**How hard does SnTe push back when it is squeezed once more?**

Take tin telluride in the rocksalt structure, already squeezed to 28.262 Å³ per atom, and reduce its volume by a further 0.8 %, to 28.044 Å³ per atom. How much does the pressure rise, and what does the step cost in energy? The eight larger volumes are enough for a forecast, provided that the crystal is not treated as a spring of fixed strength.

Ansatz 0.2.0, scalar-relativistic PBE with PAW and plane waves to 420 eV: rocksalt SnTe, 2-atom cell at fixed atoms, no spin polarization or dispersion correction, 10×10×10 k mesh, Gaussian smearing of 0.05 eV. Energies are taken at zero smearing, relative to the elements' standard crystals in the same functional; pressure is positive in compression.

```
volume (Å³/atom)  shortest distance (Å)  energy over elements (eV/atom)  pressure (GPa)
          28.044                  3.038                               ?               ?
          28.262                  3.046                          -0.179           8.650
          28.384                  3.050                          -0.185           8.320
          28.678                  3.061                          -0.200           7.570
          29.484                  3.089                          -0.233           5.680
          29.732                  3.098                          -0.241           5.140
          30.934                  3.139                          -0.271           2.860
          31.115                  3.145                          -0.274           2.560
          32.394                  3.188                          -0.287           0.670
```

The shortest distance is that between Sn and Te neighbours. The energy over elements compares the compound with solid tin and solid tellurium, so a negative value means that the compound lies lower. The pressure is what an outside load would have to supply to hold the crystal at that volume.

**What happens**

From the loosest to the tightest known row the volume shrinks by 12.8 %, while the Sn–Te contact shortens by only 4.5 %. The pressure climbs from 0.67 to 8.65 GPa, and it climbs faster as the crystal gets denser. The useful measure is the stiffness, or bulk modulus: the pressure rise divided by the fractional loss of volume that causes it. Between the two loosest rows it is about 47 GPa; between 28.262 and 28.678 Å³ per atom it is about 74 GPa. The same small squeeze therefore takes more than one and a half times as much extra pressure at the dense end.

**Why it happens**

Two limits show the reason. At the volume where the pressure vanishes, attraction and repulsion between the atoms balance, and the energy curve is flat at its lowest point. Deep in compression the balance is gone. Repulsion between overlapping electron clouds grows much more steeply with shortening distance than attraction does, so each further step meets a stronger and faster-growing resistance. This is the standard account of stiffening; the table shows the stiffening itself but does not separate the two forces.

The flat bottom also explains the energies. A small squeeze that starts at zero pressure costs almost nothing, because there is hardly any force to work against. Under load, the cost is pressure times lost volume, and the load is already there when the step begins.

A rocksalt crystal with shorter, stronger contacts, such as magnesium oxide, follows the same pattern from a much stiffer start. It needs far more pressure for the same fractional squeeze, and it too stiffens as it is compressed.

**A forecast by hand**

The stiffness grows by about 4.2 GPa for each GPa of pressure. The value of 74 GPa belongs to a mean pressure of about 8.1 GPa, whereas the middle of the new step lies near 8.9 GPa. That adds 0.8 × 4.2, or about 3 GPa, and brings the stiffness to about 77 GPa.

The step removes 0.218 Å³ per atom, which is 0.0077 of the volume. Multiplied by 77 GPa, this gives a rise of 0.6 GPa on top of 8.65 GPa. The estimate uses known rows only.

The energy follows from the same step. The mean pressure of about 8.95 GPa times 0.218 Å³ is 1.95 GPa·Å³, and 160.2 GPa·Å³ make one eV. The cost is thus 0.012 eV per atom. Between the two loosest rows, a volume change nearly six times as large costs only 0.013 eV per atom, which shows how much the existing load matters.

**The curve behind the forecast**

A smooth curve uses all eight rows instead of a few differences. Let V be the volume per atom in Å³ and define q = (30/V)^(2/3) − 1, which is zero at 30 Å³ per atom and grows as the contacts shorten. If the energy is a cubic polynomial in q, its slope with respect to volume gives the pressure:

P = (30/V)^(5/3) × (a + b q + c q²)

This is the third-order Birch–Murnaghan equation in another form. The constants a, b and c come from a least-squares fit to the eight known pressures. Adding up pressure times volume change along this curve gives the energy, apart from a constant. The energies computed separately follow that sum with a slope of one to within about 0.2 %, so energies and pressures tell the same story.

The forecasts for 28.044 Å³ per atom are:

- **Pressure:** 9.25 GPa, range 9.22 to 9.28 GPa, the highest of the series.
- **Energy over elements:** −0.1665 eV per atom, range −0.1675 to −0.1655 eV per atom. This is less negative than at the neighbouring volume but still below the elements.
- **Constant stiffness:** a single stiffness for all volumes, fitted to the same eight rows, will come out too low by roughly 0.4 GPa.

The ranges allow for rounded inputs, the short step beyond the fitted volumes and small differences between curves that fit the known rows equally well. They assume that nothing abrupt happens to the electrons. The band gap at the sampled k points does change its course, reaching 0.28 eV at 29.484 Å³ per atom and almost closing at 32.394. Pressure and energy pass through this without a visible jump. The levels at the k point of the gap show why. At 28.262 Å³ per atom the lowest empty level there is a pair of equal energy, with a single level 0.17 eV above it. The gaps at the looser volumes fit that single level sinking below the pair as the crystal expands. The turn is thus a change of order among empty levels, which do not enter the total energy.

**The computed row**

The withheld rows as computed:

```
volume (Å³/atom)  shortest distance (Å)  energy over elements (eV/atom)  pressure (GPa)
          28.044                  3.038                          -0.167           9.250
```

The pressure agrees with the forecast. The fitted curve itself gives 9.255 GPa, which is 0.005 GPa above the computed value and no more than its usual scatter on the known rows. The step was short and the stiffness at its start was well determined, so this is a mild test of the curve. It would be a poor reason to trust the same constants at twice the compression.

The energy is −0.167 eV per atom, 0.0005 eV below the forecast and inside the range. The column is given to 0.001 eV, so a difference of this size needs no physical explanation.

Constant stiffness fails as foreseen. It gives 8.88 GPa, too low by 0.37 GPa, which is more than half of the actual pressure rise in this step. It is also too low by 0.37 GPa at the loosest known volume. A straight line fitted to a curve that bends upwards falls below it at both ends, and the bend here is the growing resistance of the crystal.

A shorter version of the curve, without the q² term, gives 9.21 GPa. That is too low by 0.04 GPa and just outside the forecast range. It stiffens in a fixed way that does not quite suit this crystal, and it already missed the loosest known row by 0.05 GPa. For a rough load estimate this would hardly matter; the extra constant pays off when hundredths of a GPa count.

**What to do about it**

Use a stiffness that belongs to the pressure at which the material works. Had the value from the two loosest rows been used for the last step, the pressure rise would have come out as 47 × 0.0077, or about 0.36 GPa, instead of 0.60 GPa. For a small step, the local stiffness with its growth is enough. Across the whole range, use the curve.

Compare with a measurement at equal pressure, or at equal volume relative to the zero-pressure volume. The curve puts that volume at about 32.9 Å³ per atom, slightly beyond the loosest row. PBE usually makes such crystals somewhat too large, so at a given absolute volume its pressure tends to be too high. These are also results for atoms at rest, without the thermal pressure of a warm sample.

Do not read the negative energy over elements as proof that the compound survives the load. The elements in that comparison are not under pressure. A fair one would put them under the same pressure as the compound and add pressure times volume on both sides. Real SnTe is also known to change to another structure at a few GPa. The dense rows describe how rocksalt SnTe resists compression, even where another arrangement of the atoms would be more stable.

Finally, keep the small band gaps out of any design decision. A crossing between the sampled k points may have been missed, so even a nonzero value here does not prove that a gap exists. PBE can also misplace empty levels relative to filled ones by as much as these gaps. Spin–orbit coupling is strong in tellurium and is left out here; it can shift or reorder levels that lie this close together. The smooth rise of pressure with compression is much less sensitive to it.
